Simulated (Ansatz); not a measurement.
## A series in volume scale on Cu

Plane-wave DFT, scalar-relativistic PAW made under PBE with cores redone for the functional, no dispersion; the given relaxed cell is scaled uniformly, energy at zero smearing counts from the unscaled cell, pressure at the given Fermi-Dirac smearing is positive in compression. The results are calculated, by Ansatz 0.2.0.

The cell before it is scaled or strained (space group P6_3/mmc, No. 194):
```
cell vectors (Å)
   2.4881     0.0000     0.0000
  -1.2441     2.1548     0.0000
   0.0000     0.0000     8.1293
atoms (fractions of the cell vectors)
Cu  0.00000  1.00000  1.00000
Cu  1.00000  1.00000  0.50000
Cu  0.33333  0.66667  0.25000
Cu  0.66667  0.33333  0.75000
```

Settings of every row: spin polarised no; functional LDA; wave cutoff 420 eV; smearing width 0.1 eV; k mesh 19x19x5.

Atom starting moment: 0 on all atoms.

Limits: the cell comes from a prototype or a list of computed structures and needn't be the stable phase.

```
row  volume scale  V (Å³/atom)  energy change per atom (meV)  pressure (GPa)
  1          0.88        9.588                        116.99           32.83
  2          0.92       10.024                             ?               ?
  3          0.96        10.46                         10.63            8.38
  4          1.04       11.332                          9.85           -6.77
  5          1.08       11.768                         35.82          -12.01
  6          1.12       12.204                         74.42           -16.1
```

Question: what energy change per atom and pressure should row 2 give?

Worked fit of energy change per atom. Take u = (V_r/V)^(2/3) − 1 with V_r = 11.332 Å³ an atom, which is twice the finite (Eulerian) strain; such expansions in the strain, on which the Birch-Murnaghan equation of state is built, carry the rest volume and the bulk modulus. The shown rows have u = 0.11786, 0.05483, 0, -0.02485, -0.04822. Least squares give energy change per atom = 9.09 − 707.188 × u + 13745.49 × u² meV; a straight line predicts inner rows, each left out in turn, worse (root mean square 46 against 1.7 meV). The rows lie off it by 0.31, -1.01, 0.76, 0.67, -0.73 (root mean square 0.73 meV). The withheld row has u = 0.0852, so the fit gives 9.09 − 707.188 × (0.0852) + 13745.49 × (0.0852)² = 48.62 meV.

The calculation gave 47.28 meV. The fit lies 1.34 meV (2.8 % of the value, 1.3 % of the column's range) above it; its largest miss of a shown row is 1.01 meV.

Worked fit of pressure. Take u = (V_r/V)^(2/3) − 1 with V_r = 11.332 Å³ an atom, which is twice the finite (Eulerian) strain; such expansions in the strain, on which the Birch-Murnaghan equation of state is built, carry the rest volume and the bulk modulus. The shown rows have u = 0.11786, 0.05483, 0, -0.02485, -0.04822. Least squares give pressure = −6.874 + 232.077 × u + 886.22 × u² GPa; a straight line predicts inner rows, each left out in turn, worse (root mean square 3 against 0.23 GPa). The rows lie off it by 0.04, -0.14, 0.10, 0.08, -0.10 (root mean square 0.098 GPa). The pressure vanishes at u = 0.0269, or V = 10.89 Å³ an atom, and there the bulk modulus at fixed shape and fractions is B = −V dP/dV = (2/3)(1 + u) dP/du = 191 GPa. Letting shape and atoms relax would as a rule lower it, by much in layered, chain or molecular crystals. The withheld row has u = 0.0852, so the fit gives −6.874 + 232.077 × (0.0852) + 886.22 × (0.0852)² = 19.33 GPa.

The calculation gave 19.14 GPa. The fit lies 0.19 GPa (0.39 % of the column's range) above it; its largest miss of a shown row is 0.14 GPa.
